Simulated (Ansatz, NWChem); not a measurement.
# Strength of the C–C bond: C2F3N → CF3 + CN

Species: C2F3N (cyanotrifluoromethane) `N#CC(F)(F)F`, singlet; CF3 (trifluoromethyl radical) `F[C](F)F`, doublet; CN, doublet. 

Shapes, held fixed at every level: PBE0-D4/def2-TZVP. Programs: Ansatz 0.2.0, NWChem 7.3.0. The zero-point and thermal change to 298 K, harmonic and unscaled (PBE0-D4/def2-TZVP), is -10.5 kJ/mol.

| level | kind | ΔH(298 K) (kJ/mol) |
| --- | --- | --- |
| HF/def2-SVP | Hartree–Fock | +367.0 |
| SPW92/def2-TZVPP | LDA | +533.1 |
| PBE-D4/def2-TZVPP | GGA | +464.1 |
| BHLYP-D4/def2-TZVPP | global hybrid | +474.1 |
| PBE0-D4/def2-TZVPP | global hybrid | +476.1 |
| wB97M-V/def2-TZVPP | range-separated hybrid | +500.3 |
| B2PLYP/def2-TZVPP | double hybrid | +466.7 |

B2PLYP/def2-TZVPP gives ΔH(298 K) = +466.7 kJ/mol; the levels span +367.0 to +533.1. The median of the levels is +474.1. Hartree–Fock misses the correlation of the pair that is broken and comes out low. No measured value is set beside it here. Spin contamination: CN (⟨S²⟩ up to 1.13). Open shells run unrestricted unless RO is named.

Apart from Hartree–Fock and LDA, the levels put the C–C bond enthalpy between +464.1 and +500.3 kJ/mol, which is strong for a formal single bond. The cyano carbon bonds through an sp hybrid whose high s character makes the bond short and strong. Cleavage leaves CN as a σ radical, with the unpaired electron largely in that hybrid and little π delocalisation to offset the lost bond.

LDA lies highest because it overbinds: it favours the molecule over the separated fragments, whose densities are more inhomogeneous, and gradient corrections remove much of this bias. The low Hartree–Fock value can't be assigned to missing correlation alone, since its basis is also smaller and spin mixing in CN may lower the fragment energy artificially.

Among the hybrids, the enthalpy doesn't simply follow the share of exact exchange, and the clustering of several functionals is not proof of accuracy. Whether fluorination strengthens or weakens the bond remains open without the corresponding cleavage of acetonitrile.
